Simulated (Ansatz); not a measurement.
Phonon-limited resistivity of Rb, calculated with Ansatz

Space group Im-3m (No. 229), 1 atom in the cell of the first input below: a = 4.917 Å, b = 4.917 Å, c = 4.917 Å, α = 109.47°, β = 109.47°, γ = 109.47°.

The cell was built from a prototype of a structure type listed for this element, relaxed without spin–orbit coupling to zero pressure (pressure 0.0 GPa with this functional, without spin–orbit coupling). Functional: PBE.

Input:

```yaml
crystal:
  lattice:
    - [-2.8390105192, 2.8390105192, 2.8390105192]
    - [2.8390105192, -2.8390105192, 2.8390105192]
    - [2.8390105192, 2.8390105192, -2.8390105192]
  atoms:
    - { symbol: Rb, position: [0.0, 0.0, 0.0] }
basis:
  ecutwfc: 420
  ecutrho_ratio: 4
kpoints:
  mp_grid: { grid: [9, 9, 9] }
hamiltonian:
  xc: pbe
scf:
  occupations: { method: methfessel_paxton, width: 0.2 }
output: {}
phonons:
  supercell: [3, 3, 3]
  qpath:
    path:
      - [[0.0, 0.0, 0.0], [0.5, -0.5, 0.5], [0.0, 0.0, 0.5], [0.0, 0.0, 0.0], [0.25, 0.25, 0.25], [0.5, -0.5, 0.5]]
      - [[0.25, 0.25, 0.25], [0.0, 0.0, 0.5]]
    npoints: 6
  electrical_resistivity: { mesh: [18, 18, 18], temperatures: [50, 100, 200, 300, 500] }
  superconductivity: { mesh: [18, 18, 18], eliashberg_equations: false }
```

```bash
ansatz run input.yaml --threads 8 --pin off --max-ram 15360MiB --backend cpu --events-out ev --progress --plain --runs-dir out
```

Time: 110 s on 8 threads of Arm Neoverse V1 (shared host), peak memory 12 GiB.

λ_tr,xx from the finest mesh down: 0.192, 0.200. The next coarser mesh moves the resistivity at 300 K by 4 % along the axis that moves most.

The run gives λ_tr,xx = 0.192 and a Drude plasma energy ħω_p,xx = 3.70 eV.

Estimate the resistivity along x at 300 K from the high-temperature formula.

ħ/τ = 2π λ_tr k_B T = 0.0312 eV and ρ = 1/(ε0 ω_p² τ) = 16.94 μΩ cm. The Boltzmann solution gives 16.18 μΩ cm, so the estimate is 5 % high.

| T (K) | ρ_xx (μΩ cm) | ρ_zz (μΩ cm) | formula, xx | R_H, field along x, y or z (10⁻¹¹ m³/C) |
| --- | --- | --- | --- | --- |
| 50 | 2.54 | 2.54 | 2.82 | -55.3 |
| 100 | 5.32 | 5.32 | 5.65 | -55.3 |
| 200 | 10.76 | 10.76 | 11.30 | -55.2 |
| 300 | 16.18 | 16.18 | 16.94 | -55.2 |

At 300 K the next coarser mesh moves R_H by up to 3 %.

A solid of this composition melts, sublimes or decomposes by about 312 K (handbook value), so the run's rows at 500 K, above that, are left out.

At 50 K the solution is 0.9 times the linear formula, and at 300 K 0.95 times. The formula is meant for temperatures above the phonon energies and for bands that vary little within k_B T.

Caveats: not converged in the fine mesh; small supercell, couplings not converged in it.

The resistivity rises almost in proportion to temperature from 50 to 300 K, as expected for a heavy, soft alkali metal whose phonons are already largely classical at the lower end. The growing shortfall from the linear formula on cooling reflects the onset of phonon freeze-out. The smaller gap left at 300 K probably comes from the energy and momentum dependence of the scattering, which a single transport coupling averages out.

The negative, nearly temperature-independent Hall coefficient lies close to the free-electron value for one carrier per atom. This fits a single half-filled s-like band with a nearly spherical Fermi surface, on which scattering varies little with direction.

The calculated 16.18 μΩ cm at 300 K is noticeably above the measured room-temperature resistivity of rubidium. The mesh change is too small to account for this, so the likelier source is the phonons and couplings from the small supercell, since slightly too soft modes raise the scattering strongly. The run therefore supports the nearly-free-electron picture and the linear law better than the absolute resistivity.
